\subsection*{Series capacitance and equivalent oxide thickness of a multilayer stack}

\textbf{Statement.} Take planar, linear dielectric layers of thickness $t_i$ and static relative permittivity $k_i$ (component normal to the film), free of charge, between ideal electrodes. $C$ is the capacitance per area. The equivalent oxide thickness is defined by $C=k_0\varepsilon_0/\mathrm{EOT}$, with the conventional SiO$_2$ value $k_0=3.9$. Then
\begin{equation}
\frac1C=\sum_i\frac{t_i}{\varepsilon_0k_i},\qquad
\mathrm{EOT}=\sum_i\frac{k_0}{k_i}t_i\;\to\;\int_0^T\frac{k_0\,dz}{k(z)},
\label{eq:gen}
\end{equation}
where the integral holds for a graded film of total thickness $T$. For an interfacial layer (1) under a high-$k$ layer (2), EOT versus $t_2$ is a line of slope $k_0/k_2$ and intercept $k_0t_1/k_1$, provided $t_1$, $k_1$ and $k_2$ do not change with $t_2$.

\textbf{Proof.} Gauss's law gives $dD_z/dz=0$, so $D_z$ equals the electrode charge density $\sigma$ at every depth. With $E=\sigma/\varepsilon_0k(z)$, the voltage is $V=\sigma\int_0^T dz/\varepsilon_0k(z)$, and $1/C=V/\sigma$ gives Eq.~(\ref{eq:gen}). Fixed charge adds a bias-independent term to $V$ and leaves $dV/d\sigma$ unchanged. Traps that follow the signal do change it.

\textbf{Two-layer model.} Set the potential to $0$ below layer 1, $V$ above layer 2 and $\phi$ at the boundary. Continuity of $D_z$ reads $k_1\phi/t_1=k_2(V-\phi)/t_2$, hence
\begin{equation}
\phi=V\frac{t_1/k_1}{t_1/k_1+t_2/k_2},\qquad
C=\frac{\varepsilon_0k_1\phi}{t_1V}=\frac{\varepsilon_0}{t_1/k_1+t_2/k_2},
\end{equation}
which is Eq.~(\ref{eq:gen}) for two terms.

Take $t_1=0.8$ nm of SiO$_2$ with the typical bulk value $k_1=3.9$ and $t_2=2$ nm of HfO$_2$ with a typical $k_2=20$:
\begin{equation}
\mathrm{EOT}=0.8+0.39=1.19\ \mathrm{nm},\qquad C=2.90\ \mu\mathrm{F/cm^2}.
\end{equation}
The separate layers have 4.32 and 8.85 $\mu$F/cm$^2$. The stack acts as 2.8 nm of $k_{\rm eff}=9.18$, the thickness-weighted harmonic mean, well below the arithmetic mean 15.4. The SiO$_2$ takes 67\% of the voltage in 29\% of the thickness. At $V=1$ V across the dielectric the fields are 8.40 MV/cm in SiO$_2$ and 1.64 MV/cm in HfO$_2$. With $t_2=4$ nm the EOT is 1.58 nm. The two points give slope 0.195 and intercept 0.80 nm, which return the inputs $k_2$ and $k_0t_1/k_1$.

\textbf{Graded boundary.} Let $k$ rise linearly from $k_1$ to $k_2$ over a width $w\le2\min(t_1,t_2)$ centred on the nominal boundary. The integral in Eq.~(\ref{eq:gen}) gives
\begin{equation}
\mathrm{EOT}=\frac{k_0t_1}{k_1}+\frac{k_0t_2}{k_2}+\Delta,\qquad
\Delta=k_0w\left[\frac{\ln(k_2/k_1)}{k_2-k_1}-\frac{1}{2k_1}-\frac{1}{2k_2}\right].
\end{equation}
For an illustrative $w=0.4$ nm the zone contributes 0.158 nm instead of 0.239 nm, so $\Delta=-0.081$ nm and $\mathrm{EOT}=1.11$ nm. Since $\Delta$ is independent of $t_2$, the slope stays 0.195 and the intercept drops to 0.72 nm. A profile linear in $1/k$ gives $\Delta=0$. Over a few bond lengths $k(z)$ is only an averaged quantity, and the intercept fixes the integral, not the physical thickness or the profile.

\textbf{Limits.} If the SiO$_2$ grows by an illustrative 0.02 nm per nm of HfO$_2$, the slope becomes 0.215 and the apparent $k_2$ is 18.1.

Silicon is not an ideal electrode. Its differential capacitance $C_s=\varepsilon_0k_{\rm Si}/z_s$, which defines the depth $z_s$, adds in series. The capacitance equivalent thickness, $k_0\varepsilon_0$ divided by the total capacitance, is
\begin{equation}
\mathrm{CET}=\mathrm{EOT}+\frac{k_0}{k_{\rm Si}}z_s .
\end{equation}
With the compiled $k_{\rm Si}=11.7$ (300 K, Ioffe Institute) and a typical strong-inversion $z_s\approx1$ nm, the added term is about 0.3 nm, rivalling the whole HfO$_2$ contribution. For the abrupt stack $\mathrm{CET}\approx1.5$ nm and the total capacitance is about 2.3 $\mu$F/cm$^2$. Unless removed, this term enters the intercept, as does the typically smaller screening term of a metal gate. Because $z_s$ depends on the silicon charge, samples must be compared at equal charge.

All these numbers are the model's. Over the typical HfO$_2$ range $k_2\approx16$ to 25 the EOT of the abrupt stack runs from 1.29 to 1.11 nm.